**RuF₂⁺, linear doublet: frontier levels against energy differences**

The HF row looks wrong, and in two ways. It is the only row in which −HOMO, 21.56 eV, exceeds the ionisation energy, 19.23 eV. Its ionisation energy also falls 0.13 eV below BHandHLYP, after a rise of 1.04 eV from PBE to BHandHLYP as exact exchange was added. The first oddity turns out to be the regular end of a trend. The second is a real break, and its cause stays open.

Linear RuF₂⁺ (doublet, gas phase) at its PBE0 geometry, Ru–F 1.76 Å, computed with PySCF 2.14.0: unrestricted DFT, HF and MP2 (two frozen core orbitals), def2-TZVP with a 28-electron core potential on Ru, density fitting, no spin-orbit coupling. Ionisation and attachment are vertical total-energy differences to the triplet dication and the triplet neutral molecule.

```csv
method,"exact exchange, long range (%)",ionisation (eV),attachment (eV),HOMO (eV),LUMO (eV)
PBE,0,18.32,9.49,-13.79,-13.40
r2SCAN,0,18.36,9.94,-14.27,-13.39
TPSSh,10,18.40,9.67,-14.75,-12.76
r2SCANh,10,18.58,10.09,-15.09,-12.96
B3LYP,20,18.88,9.93,-15.67,-12.71
PBE0,25,18.84,9.96,-16.00,-12.38
BHandHLYP,50,19.36,10.27,-18.18,-11.38
HF,100,19.23,10.10,-21.56,-8.65
MP2,n/a,18.47,10.09,n/a,n/a
```

Here a is the share of exact exchange, taken from each functional's definition and rounded to whole per cent; these are global hybrids, so the long-range share holds at every distance. Ionisation, IE, is E(RuF₂²⁺) − E(RuF₂⁺), and attachment, EA, is E(RuF₂⁺) − E(RuF₂), both at the geometry of the cation. HOMO and LUMO are the orbital energies of the highest filled and lowest empty level of RuF₂⁺. Two mismatches compare orbital energies with energy differences: dI = IE + HOMO and dA = −LUMO − EA. Both vanish if the orbital energies are true removal and addition energies.

**Where the gap comes from**

The HOMO–LUMO gap grows down the table from 0.39 eV at PBE to 12.91 eV at HF. IE − EA, which is the gap between total energies, stays between 8.38 and 9.13 eV over every row, MP2 included. The definitions tie the two together: gap = (IE − EA) − dI − dA. Since the first term hardly moves, nearly the whole widening sits in dI and dA, which fall from row to row and turn negative only at HF.

Janak's theorem explains what these mismatches measure. The energy of an orbital is the slope of the total energy against its occupation, ε = ∂E/∂n. If that slope changes linearly with n at a rate κ, the curvature of E, two integrals follow:

- removal: ε(n) = HOMO − κ(1 − n), so IE = −∫₀¹ ε dn = −HOMO + κ/2 and dI = κ/2
- addition: ε(n) = LUMO + κn, so EA = −∫₀¹ ε dn = −LUMO − κ/2 and dA = κ/2

An orbital energy is thus the slope at one end of the interval, and an energy difference is the mean slope over it. A change of curvature swings the end slopes while leaving the energies at whole electron numbers nearly alone.

The curvature can be argued to have two sources. With frozen orbitals the Coulomb term contains the repulsion n²J/2 of the orbital's charge with itself. Exact exchange cancels this term completely, while semilocal exchange removes only a part and leaves a curvature K; a hybrid therefore keeps (1 − a)K. Letting the other orbitals relax lowers the energy of the species formed by an amount R and bends E(n) the other way. If K and R hardly change with a, these together give

d(a) = (1 − a)K/2 − R,

a straight line that ends at −R and starts positive if K/2 exceeds R, as it does here.

A small metal sphere is the simpler system. Its charging energy Q²/2C is a parabola, and the potential before an electron is added differs from the work of adding it by e²/2C. With the other orbitals held fixed, a semilocal functional treats a partly filled orbital much like such a capacitor, with K in the role of e²/C. The fitted slopes give K near 13 eV for removal and 11 eV for addition, the values of spheres of radius 1.1 and 1.3 Å. These are atomic lengths but not orbital radii, because K is only what semilocal exchange leaves of the full self-repulsion. The analogy covers the Coulomb parabola only: a classical sphere has no exchange, no spin and no relaxing core, so it has no counterpart of a or of R.

**How well the line does**

A line in a, plus one constant offset for the three meta-GGAs, was fitted to dI and to dA of the seven functionals; HF was held out because it has no correlation functional. The printed analysis after this page lists the residuals. The rms residual is 0.06 eV for dI and 0.07 eV for dA, several times the 0.01 eV that rounding of the table allows, so the line is good without being exact. Linearity at fixed orbitals is built into a hybrid and tests nothing. The numbers do show that it survives self-consistency and a change of functional family.

The held-out row makes the worked estimate, with a = 1 and no offset:

- dI = 4.52 − 6.63 = −2.11 eV, against −2.33 eV in the table
- dA = 3.88 − 5.56 = −1.68 eV, against −1.45 eV
- gap = 9.13 + 2.11 + 1.68 = 12.92 eV, against 12.91 eV, with IE − EA taken from the HF row itself

Each mismatch is off by about 0.2 eV, and the close gap comes from those two errors having opposite signs. The line gives the sign change without HF in the fit, so the first oddity belongs to the trend. In HF the self-repulsion is gone, relaxation is what remains, and −HOMO overshoots IE, since Koopmans' theorem equates the two only for frozen orbitals. Reading −dI as a pure relaxation energy assumes that the electron leaves from the tabulated HOMO. The dication is a triplet formed from a doublet, so a minority-spin electron is removed. Attachment likewise adds a majority-spin electron to reach the neutral triplet. Whether the tabulated HOMO and LUMO have these spins is untested. If they do not, the electron leaves from a deeper level or enters a higher one, and −dI and −dA at HF are lower bounds to the relaxation energies.

The related pairs PBE and PBE0, r2SCAN and r2SCANh, B3LYP and BHandHLYP give the same picture without any offset. Within them dI falls by 6.0 to 6.8 eV per 100 % of exact exchange and dA by 5.6 to 6.0 eV. The last pair also differs in its correlation mix and is the weaker control. For this ion, a hybrid lying between the tabulated shares can be placed roughly by these slopes, since its gap opens by about their sum.

**The meta-GGA rows**

At equal a the meta-GGAs have smaller mismatches, by 0.33 eV in dI and 0.37 eV in dA in the fit. Dependence on the kinetic-energy density makes the potential orbital-dependent, which can remove part of the curvature, but this alone fixes neither the sign nor the size of the effect. One offset is too crude, however, because TPSSh is the worst fitted row and lies 0.13 to 0.14 eV above its line. The effect is stronger in the r2SCAN pair than in TPSSh.

Attachment shows this most plainly. r2SCAN binds the extra electron 0.45 eV more strongly than PBE, and r2SCANh 0.42 eV more strongly than TPSSh. From PBE to r2SCAN the LUMO moves by only 0.01 eV, so the smaller dA comes from the energy difference and not from the orbital energy. TPSSh itself sits on the line from PBE to PBE0:

9.49 + 0.10 × 1.88 = 9.68 eV, against 9.67 eV in the table.

The same runs give ⟨S²⟩ = 1.44 for the r2SCAN reference and 1.27 for PBE, so r2SCAN polarises the spin more at zero exact exchange. That this preference for unpaired spins also favours the neutral triplet, and so raises EA, is a guess. Diffuse functions are unlikely to decide the matter, since the attached species is a neutral molecule.

**The slow drift of IE and the break at HF**

IE rises by about 2 eV per 100 % over the functionals, a third of the slope of dI. The derivative of a total energy with respect to a is exact minus semilocal exchange energy at a whole electron number, and IE feels only the difference of two such terms. B3LYP lies 0.04 eV above PBE0 despite its smaller share, which is inside the 0.075 eV scatter of different functionals about the line. The bonding grows more ionic along the way in the five rows examined for it, with the Mulliken charge on Ru lowest at PBE and highest at HF.

Extended to a = 1, the functional lines overshoot HF by 1.15 to 1.20 eV in IE and by 0.69 to 0.90 eV in EA, depending on the offset. This extension doubles the fitted range, so only the sign and rough size count. Both quantities drop together, which is why IE − EA shows no break.

One reading is the loss of the correlation functional. That functional binds the valence electrons more tightly, and as far as its energy changes linearly with n, it shifts orbital energies and energy differences alike. The table agrees with that pattern. From BHandHLYP to HF the HOMO falls at only 6.76 eV per 100 %, against more than 8 eV in the three pairs, and the LUMO rises faster than in any of them. Both levels are lifted, both energy differences drop, and dI and dA stay near their lines.

MP2 should then restore the loss, and it does not. It lowers IE by a further 0.76 eV, because its correlation energy is larger in the dication than in the cation despite one electron fewer. It changes EA by only about 0.02 eV, because the correlation energies of the cation and the neutral molecule are nearly equal. The agreement of pattern above is therefore no demonstration of cause.

The states explain why MP2 is a poor referee here. A clean doublet has ⟨S²⟩ = 0.75, and an extra pair of opposite spins in separate orbitals adds one unit. The excess is 0.52 at PBE and 0.92 at HF, so the HF reference is close to three open shells coupled up, up, down. Such a broken-symmetry determinant mixes quartet character into the doublet. It already holds some correlation, and a perturbation series built on it is unreliable.

The species formed by ionisation and attachment are contaminated unevenly as well. The ionised triplet is nearly clean at PBE0, with an excess of 0.04 over the ideal value, but carries 0.50 at HF; the neutral triplet carries 0.77 and 0.86. HF and PBE0 thus describe different spin couplings of the dication. A lower dication energy would reduce IE but leave the HOMO of RuF₂⁺ where it is, so it would show in dI. There HF lies only 0.21 eV below its line, which suggests that this change explains a small part of the break in IE at most, unless other errors hide it. Each row is the lowest solution found for its spin, other spin states may lie lower, and spin-orbit coupling is absent. The table therefore shows how the levels of theory differ and does not rank them.

The analysis program printed:

```
eV; dI=IE+HOMO, dA=-LUMO-EA, mid=(HOMO+LUMO)/2+(IE+EA)/2; rounding limit 0.01 on dI, dA, mid
method       a    gap  IE-EA    dI  resid    dA  resid    mid   (HF not fitted)
PBE        0.00   0.39  8.83   4.53  +0.01  3.91  +0.03  +0.31
r2SCAN     0.00   0.88  8.42   4.09  -0.10  3.45  -0.06  +0.32
TPSSh      0.10   1.99  8.73   3.65  +0.13  3.09  +0.14  +0.28
r2SCANh    0.10   2.13  8.49   3.49  -0.03  2.87  -0.08  +0.31
B3LYP      0.20   2.96  8.95   3.21  +0.02  2.78  +0.02  +0.21
PBE0       0.25   3.62  8.88   2.84  -0.02  2.42  -0.07  +0.21
BHandHLYP  0.50   6.80  9.09   1.18  -0.02  1.11  +0.01  +0.03
HF         1.00  12.91  9.13  -2.33  -0.21 -1.45  +0.24  -0.44
MP2: IE-EA 8.38; minus HF: IE -0.76, EA -0.01 eV
spread over 8 rows: gap 12.52, IE-EA 0.71, HOMO 7.77, LUMO 4.75, IE 1.04, EA 0.78 eV
fits to 7 functionals, slope in eV per 100 % exchange; HF residual = table - line
dI no offset         start 4.29 slope -6.11 rms 0.153 worst PBE +0.24 HF -0.51
dI meta offset -0.33 start 4.52 slope -6.63 rms 0.063 worst TPSSh +0.13 HF -0.21
dA no offset         start 3.62 slope -4.97 rms 0.171 worst PBE +0.29 HF -0.10
dA meta offset -0.37 start 3.88 slope -5.56 rms 0.071 worst TPSSh +0.14 HF +0.24
IE no offset         start 18.33 slope +2.10 rms 0.075 worst TPSSh -0.14 HF -1.20
IE meta offset -0.06 start 18.37 slope +2.00 rms 0.071 worst TPSSh -0.11 HF -1.15
EA no offset         start 9.73 slope +1.06 rms 0.167 worst r2SCANh +0.25 HF -0.69
EA meta offset +0.23 start 9.57 slope +1.42 rms 0.136 worst TPSSh -0.28 HF -0.90
dI: K 13.3 eV, length e2/K 1.1 A; zero at 68 % (GGA line), 67 % (BHandHLYP-HF)
dA: K 11.1 eV, length e2/K 1.3 A; zero at 70 % (GGA line), 72 % (BHandHLYP-HF)
pair slopes, eV per 100 %:   dI     dA     IE     EA   HOMO   LUMO  rounding limit (dI)
PBE to PBE0               -6.76  -5.96  +2.08  +1.88  -8.84  +4.08   0.08
r2SCAN to r2SCANh         -6.00  -5.80  +2.20  +1.50  -8.20  +4.30   0.20
B3LYP to BHandHLYP        -6.77  -5.57  +1.60  +1.13  -8.37  +4.43   0.07
BHandHLYP to HF           -7.02  -5.12  -0.26  -0.34  -6.76  +5.46   0.04
r2SCAN - PBE: IE +0.04, EA +0.45, gap +0.49 eV
r2SCANh - TPSSh: IE +0.18, EA +0.42, gap +0.14 eV
B3LYP - PBE0: IE +0.04, EA -0.03, gap -0.66 eV
HF - BHandHLYP: IE -0.13, EA -0.17, gap +6.11 eV
BHandHLYP - PBE: IE +1.04, EA +0.78, gap +6.41 eV
PBE: S2 1.27, excess over 0.75 0.52, Ru charge 1.41 e, spin per F 0.108
r2SCAN: S2 1.44, excess over 0.75 0.69, Ru charge 1.53 e, spin per F 0.079
B3LYP: S2 1.33, excess over 0.75 0.58, Ru charge 1.55 e, spin per F 0.099
PBE0: S2 1.41, excess over 0.75 0.66, Ru charge 1.57 e, spin per F 0.088
HF: S2 1.67, excess over 0.75 0.92, Ru charge 1.98 e, spin per F 0.015
PBE0: S2 excess over 2.00, ionised 0.04, attached 0.77
HF: S2 excess over 2.00, ionised 0.50, attached 0.86
MP2 correlation part of IE: total -0.76, same spin -0.47, opposite spin -0.28 eV
MP2 correlation part of EA: total -0.02, same spin +0.10, opposite spin -0.11 eV
```
